Large-q tail of the elastic X-ray form factor: cusp series, Gaussian sum or radial grid

1. Conventions

F(q) = ∫ ρ(r) exp(i q·r) d³r, in electrons; ρ is the electron number density, q = 4π sinθ/λ at scattering angle 2θ. Nonrelativistic electrons, fixed point nuclei. a0 = 5.292×10⁻¹¹ m, x = q a0. In sections 3 to 6 lengths are in units of a0.

2. Cusp and tail

At a nucleus of charge Z the kinetic term −(ħ²/mₑ)(1/r)∂ψ/∂r must cancel −Ze²ψ/(4πε0 r), so ∂ψ/∂r = −Zψ/a0 at r = 0 for the spherical average (Kato 1957). Locally ρ = A + rB with A, B smooth and B(0) = −2Zρ(0)/a0. Smooth parts give no power-law tail.

Transform of r: exp(−μr)/r ↔ 4π/(q² + μ²). Two μ-derivatives give r exp(−μr) ↔ 4π(6μ² − 2q²)/(q² + μ²)³ → −8π/q⁴ as μ → 0. Hence

F(q) → 16πZρ(0)/(a0 q⁴).

Molecule: shifting a cusp to R_A multiplies its transform by a phase, F → (16π/(a0 q⁴)) Σ_A Z_A ρ(R_A) exp(i q·R_A). For H2 with bond vector R and origin at the midpoint: 32πρ(R_A) cos(q·R/2)/(a0 q⁴). Work: one phase per nucleus.

3. Exact model: H 1s

ρ = exp(−2r)/π. F = (4/x)∫ r exp(−2r) sin(xr) dr = (4/x) Im (2 − ix)⁻² = s⁻², s = 1 + x²/4.
Large x: 16/x⁴. In SI, ρ(0) = 1/(πa0³) = 2.148×10³⁰ m⁻³ and 16πρ(0)/a0 = 16/a0⁴ = 2.040×10⁴² m⁻⁴, the same coefficient. For general Z put x = q a0/Z.

Task: F to relative error ε throughout a window.
A: 0 ≤ x ≤ 12. B: 4 ≤ x ≤ 12.
x = 4: q = 7.56×10¹⁰ m⁻¹, s = 5, F = 0.04.
x = 12: q = 2.27×10¹¹ m⁻¹, s = 37, F = 7.305×10⁻⁴; photon energy at least ħcq/2 = 3.58×10⁻¹⁵ J (22.4 keV).

Work is counted in terms per q value, memory in stored numbers. Obtaining the density is not counted.

4. Method T: tail series

For spherical ρ = Σ ρ_n rⁿ, further μ-derivatives give r^(2k+1) ↔ 4π(−1)^(k+1)(2k+2)!/x^(2k+4). With ρ_(2k+1) = −2^(2k+1)/(π(2k+1)!):
F = (16/x⁴) Σ_k (k+1)(−y)^k, y = 4/x².
The first K terms sum to (16/x⁴)[1 − (K+1)(−y)^K + K(−y)^(K+1)]/(1+y)², so exactly

|δ_T| = y^K (K + 1 + Ky).

Work K multiply-adds, memory K. K ≈ ln(1/ε)/ln(x²/4). The series diverges for x ≤ 2 (poles of F at x = ±2i); the worst point of a window is its lower end. K = 1, the pure cusp term: 0.56 at x = 4, 0.056 at x = 12, 0.01 only at x = 28.3.

5. Method G: even-tempered Gaussians

s⁻² = ∫ t exp(−ts) dt over t > 0, and exp(−t x²/4) is the transform of a normalised Gaussian of exponent 1/t. Trapezoid rule in ln t, step η, nodes t_n = t₊ exp(−nη), n = 1…N:
F_N = η Σ t_n² exp(−t_n) exp(−t_n x²/4).
Work N exponentials and multiply-adds, memory 2N. With τ = s_min t₊ > 2 and κ = s_max/s_min, three relative errors:
Step. Poisson summation makes the doubly infinite sum F × Σ_m Γ(2 − 2πim/η) × phase. The m = ±1 terms give at most D = 2|Γ(2 + ib)| = 2[(1 + b²)πb/sinh πb]^½, b = 2π/η; higher m lie below the printed digits.
Dropped tight functions (n > N): replacing exp(−ts) by 1, L = ητ²κ² exp(−2Nη)/(exp(2η) − 1).
Dropped diffuse functions (n ≤ 0): the first dominates, U = ητ² exp(−τ).
Since D ~ exp(−π²/η) and Nη ≈ ½ ln(1/ε) + ln(κτ): N ≈ ln²(1/ε)/(2π²) asymptotically, ε ~ exp(−π√(2N)). The range enters only as ln κ/η. A finite sum has no cusp and finally decays as a Gaussian in q; the q⁻⁴ law is imitated only inside the window.

η     τ    D          U
1     12   4.1×10⁻³   8.8×10⁻⁴
2/3   17   5.4×10⁻⁵   8.0×10⁻⁶
1/2   22   6.0×10⁻⁷   6.8×10⁻⁸

N is the smallest integer with D + U + L ≤ ε. κ = 37 (A), 7.4 (B), 5 (0 ≤ x ≤ 4).

6. Method Q: uniform radial grid

F_M = (4h²/x) Σ n exp(−2nh) sin(nxh), n = 1…M, R = Mh. Work M sines and multiply-adds, memory M.
With z = exp[(−2 + ix)h], Σ n zⁿ = z/(1 − z)², so
F_∞ = 2h² sinh(2h) sin(xh)/(x[cosh 2h − cos xh]²) = F − h⁴/15 − (x² − 4)h⁶/189 − …
The h⁴ term is the cusp again: Euler–Maclaurin gives h⁴f‴(0)/720 for f = 4πr²ρ sin(xr)/(xr), with f‴(0) = −48πZρ(0). Relative to 16/x⁴ it is (xh)⁴/240.
Cut-off: the integral beyond R has relative envelope (R|a|³ + |a|²) exp(−2R)/(4x), a = 2 − ix.
Both parts are largest at x = 12, so A and B need the same grid. M ≈ R x (240ε)^(−1/4), R ≈ ½ ln(x²R/(4ε)): algebraic in ε, nearly linear in x.

h        M      step part   cut-off part
0.09     62     6.6×10⁻³    3.0×10⁻³
0.03     275    7.5×10⁻⁵    2.1×10⁻⁵
0.0095   1120   7.4×10⁻⁷    2.3×10⁻⁷

Adding h⁴/15, known from the cusp, leaves h⁶ and M ~ ε^(−1/6): h = 0.03, M = 355 then reaches 9.7×10⁻⁷.

7. Cost for stated accuracy

Terms per q (worst relative error; exact for T, sum of the parts for G and Q):

method, window    ε = 10⁻²         10⁻⁴              10⁻⁶
T, B              5 (7.1×10⁻³)     9 (4.7×10⁻⁵)      12 (9.5×10⁻⁷)
G, B              7 (6.0×10⁻³)     14 (9.2×10⁻⁵)     24 (9.6×10⁻⁷)
G, A              8 (8.5×10⁻³)     17 (7.6×10⁻⁵)     28 (8.0×10⁻⁷)
G, 0 ≤ x ≤ 4      6 (8.5×10⁻³)     14 (7.6×10⁻⁵)     24 (8.0×10⁻⁷)
Q, A or B         62 (9.6×10⁻³)    275 (9.6×10⁻⁵)    1120 (9.7×10⁻⁷)

The G and Q counts are sufficient designs from rounded steps, not proven minima.

Window B: T is cheapest. G/T = 1.4, 1.6, 2.0 in terms, and a T term needs no exponential.
Window A: T alone is excluded. Q/G = 7.75, 16.2, 40, so G among single methods. The hybrid (G for x < 4, T above), with q values spread evenly, averages N/3 + 2K/3 = 5.3, 10.7, 16 terms. It gains factors 1.5, 1.6, 1.75 over G, at memory 2N + K = 17, 37, 60 against 16, 34, 56. Hybrid for least work, G for least memory; the margins are below a factor 2.

8. Accuracy for stated budget

At most 10 or 20 terms at any q; (η, τ) re-chosen.

choice            10 terms               20 terms
T, B              1.3×10⁻⁵               2.4×10⁻¹¹
G, A              2.6×10⁻³ (0.9, 13)     2.0×10⁻⁵ (0.6, 18)
hybrid, A         7.3×10⁻⁴ (0.8, 14)     4.3×10⁻⁶ (0.55, 20)

The hybrid entries are set by its G part. On B choose T: G needed 14 terms for 10⁻⁴ and 24 for 10⁻⁶. On A choose the hybrid. Q needed 62 points for 10⁻² and is outside both budgets; its merit is that it takes any tabulated ρ(r) without a fit.

9. Limits

Input. T with K > 1 needs the odd coefficients ρ₃, ρ₅, …, known here in closed form. For a many-electron atom the cusp supplies only K = 1, and the series is in general asymptotic. With K = 1 hydrogen misses 10⁻² everywhere in B; G then becomes the choice on both windows, and the cusp term serves as a test of its tight functions and as the grid correction.

Physics. ε measures departure from the nonrelativistic electronic F, not from the scattered amplitude. The proton scatters with Thomson amplitude mₑ/m_p = 5.45×10⁻⁴ in the same unit: 0.014 of F at x = 4, 0.75 of F at x = 12, equal to F at x = 12.9. The Dirac 1s density, ∝ r^(2γ−2) exp(−2r) with γ = √(1 − α²) and α the fine-structure constant, gives F = 2^(2γ+1) sin[2γ arctan(x/2)]/(2γx(4 + x²)^γ), larger by the fraction 3.4×10⁻⁴ at x = 12, where ħq/(mₑc) = αx = 0.088. The 10⁻⁴ and 10⁻⁶ columns are therefore numerical targets. Nuclear vibration damps the molecular phases and is left out.

Heavier atoms. The tables hold for any hydrogenic 1s shell in the scaled x. In an unscreened 1s model of the silicon K shell (Z = 14), window B starts at the model's q = 56/a0 = 1.06×10¹² m⁻¹, where ħq/(mₑc) = 0.41; for such a shell the nonrelativistic tail series starts to pay only where the momentum transfer is already a sizeable fraction of mₑc.